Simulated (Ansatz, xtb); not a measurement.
# Two isomers of C3H10AlB

Structure a: `B[CH2][AlH][CH2]C`, a singlet. Structure b: `B[CH2][Al]([CH3])[CH3]`, a singlet. Both are isolated molecules in the gas phase, relaxed with r2SCAN-D4/def2-SVP; each stands in its lowest conformer found.

a (Å):

```xyz
15

C     1.4952    1.5531    1.2560
C     0.4068   -1.4747    0.1057
C    -0.5819   -1.4701    1.2784
Al    1.6560    0.0286   -0.0172
B     0.4537    2.4237    0.5846
H    -0.7309    2.2184    0.7544
H     0.7755    3.2740   -0.2188
H     2.5249    1.9448    1.3068
H     1.1800    1.0257    2.1744
H     2.8376    0.0471   -1.0820
H    -0.1464   -1.4869   -0.8572
H     0.9830   -2.4206    0.0823
H    -1.1800   -0.5442    1.3060
H    -1.2922   -2.3130    1.2317
H    -0.0641   -1.5426    2.2496
```

b (Å):

```xyz
15

C    -0.8258    0.5744    0.8335
C     1.6514   -1.1544   -0.7282
C     0.4909    1.8127   -2.0280
Al    0.4461    0.3813   -0.6998
B    -2.0271   -0.1855    0.3200
H    -2.8844    0.3720   -0.3347
H    -2.1065   -1.3901    0.4523
H    -0.9207    1.6683    0.9361
H    -0.2460    0.1062    1.6482
H     1.2775   -2.0114   -0.1441
H     2.6340   -0.8827   -0.2985
H     1.8580   -1.5059   -1.7538
H    -0.4729    1.8660   -2.5672
H     1.2842    1.6958   -2.7841
H     0.6221    2.8040   -1.5586
```

Question: Estimate which is lower in electronic energy at CCSD(T)/def2-SVP + ΔMP2/def2-TZVPP, and by roughly how much.

Answer: The CCSD(T)/def2-SVP + ΔMP2/def2-TZVPP calculation puts structure b lower, by 0.622 eV.

How the difference moves with the method:

```
                             level            geometry  E(b) − E(a) (eV)  departure from the last row (eV)  job, with rough time for the two
                          GFN2-xTB            GFN2-xTB              +0.237                            +0.859              optimisation, 0.54 s
                         HF/STO-3G            GFN2-xTB              −0.741                            −0.119              single point, 0.65 s
      r2SCAN-D4/def2-SVP//GFN2-xTB            GFN2-xTB              −0.675                            −0.053               single point, 5.8 s
                r2SCAN-D4/def2-SVP  r2SCAN-D4/def2-SVP              −0.607                            +0.015             optimisation, 1.9 min
                       HF/def2-SVP  r2SCAN-D4/def2-SVP              −0.500                            +0.122           part of the CCSD(T) run
                      MP2/def2-SVP  r2SCAN-D4/def2-SVP              −0.525                            +0.097           part of the CCSD(T) run
                  CCSD(T)/def2-SVP  r2SCAN-D4/def2-SVP              −0.488                            +0.134                      single point
CCSD(T)/def2-SVP + ΔMP2/def2-TZVPP  r2SCAN-D4/def2-SVP              −0.622                                                  single point, 47 s
```

As drawn, b has 1 C–Al, 1 C–H in place of 1 C–C, 1 Al–H.

GFN2-xTB puts the two in the other order. The largest departure from CCSD(T)/def2-SVP + ΔMP2/def2-TZVPP is that of GFN2-xTB, 0.859 eV. The last row adds to CCSD(T) the change of the MP2 difference between the two basis sets, here −0.134 eV, a large step that makes the value less sure.

With thermal terms from frequencies at re-optimised GFN2-xTB minima (ideal gas, soft modes damped towards free rotors, one conformer each, 298.15 K, 1 atm): the zero-point term adds −0.020 eV; ΔH is −0.616 and ΔG −0.674 eV.

The correlated steps freeze 9 core orbitals. Run with Ansatz 0.2.0, xtb 6.7.1; the last row on 2 threads of Intel(R) Xeon(R) Processor @ 2.70GHz on a shared host.

The dimethylaluminium isomer b is favoured over the ethylaluminium hydride a, and the preference is already present at Hartree–Fock level, so it isn't chiefly a correlation effect. The likely source is the exchange of a C–C bond for a stronger C–H bond, while replacing Al–H by Al–C costs comparatively little. Both isomers keep the H2B–CH2–Al unit, so interaction of the Al–C bond with the empty boron p orbital should largely cancel.

GFN2-xTB's reversed order comes mainly from its energy function rather than its geometries, since r2SCAN-D4 on those same structures gives −0.675 eV. The closeness of HF/STO-3G to the final value probably reflects cancelling errors. Thermal terms leave the order unchanged.

The result concerns isolated monomers and doesn't settle the order in condensed phases, where Al–H–Al bridging, generally stronger than methyl bridging, could stabilise a preferentially.
